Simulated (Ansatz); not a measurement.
**Correcting a cheap level on molecular compounds of Si**

The vertical ionisation energy (cation less neutral) in eV of 6 molecular compounds of Si: x at B2PLYP/def2-TZVPP, y at CCSD(T)/def2-TZVPP. Shapes, held fixed at every level: PBE0-D4/def2-TZVP. Flexible molecules stand in one conformer, not always the lowest. Programs: Ansatz 0.2.0.

| molecule | x (eV) | y (eV) |
| --- | --- | --- |
| C4H10O2Si (SMILES CC(C)(C)O[Si]O) | 8.85 | 9.00 |
| Si3NH6Br (SMILES [SiH3]N([SiH3])[Si]Br) | 9.02 | 9.12 |
| Si(NH2)Cl | 9.35 | ? |
| Si(OH)2 | 9.54 | 9.64 |
| Si(NH2)F | 9.61 | 9.69 |
| Si(OH)Cl | 9.94 | 10.02 |

**Question.** Fit y = c + s·x to the known rows and predict y for Si(NH2)Cl.

**Answer.** 
1. Means of the 5 rows: x = 9.3920, y = 9.494.
2. Σ(Δx)² = 0.80188, Σ(Δx·Δy) = 0.75946, so the slope is 0.75946/0.80188 = 0.9471.
3. Intercept: 9.494 − (0.9471) × 9.3920 = 0.599. The largest residual of the fit is 0.022.
4. Si(NH2)Cl: 0.599 + 0.9471 × 9.35 = 9.45 eV.

CCSD(T)/def2-TZVPP gives 9.43 eV, so the prediction is off by +0.02 eV, about the largest residual. Uncorrected, B2PLYP/def2-TZVPP misses it by -0.08 eV, and the other rows by 0.10 on average. The line overshoots: the miss goes from -0.08 to +0.02. Left out in turn, the other rows are missed by 0.02 eV on average, so much of the error is systematic among these molecules. Cations run unrestricted. Relativity is left out for Br. Outer-core shells of Br are correlated, in sets that cover them unevenly.

B2PLYP places the ionisation energy below CCSD(T) in every row, by a nearly uniform amount, so the correction is mostly a shift. The slope below one leans heavily on the tert-butoxy compound, which has the largest shortfall, perhaps because the double hybrid describes a hole spread into the alkyl group less evenly. Adding the average shortfall of 0.10 eV to the target would also give 9.45 eV, so this test supports the offset but not the slope.

All six molecules are silylenes, whose electron is typically removed from the s-rich lone pair on divalent silicon. Electronegative substituents hold that pair more tightly, while π donation into the empty silicon 3p orbital partly offsets their pull. This fits the rise from Si(NH2)Cl to Si(OH)Cl, as oxygen is more electronegative than nitrogen and a weaker π donor. Replacing a hydroxyl hydrogen of Si(OH)2 by tert-butyl lowers the CCSD(T) value from 9.64 to 9.00 eV, probably because the polarisable, electron-releasing alkyl group stabilises the cation. Transfer to tetravalent silicon, which lacks this lone pair, remains untested.
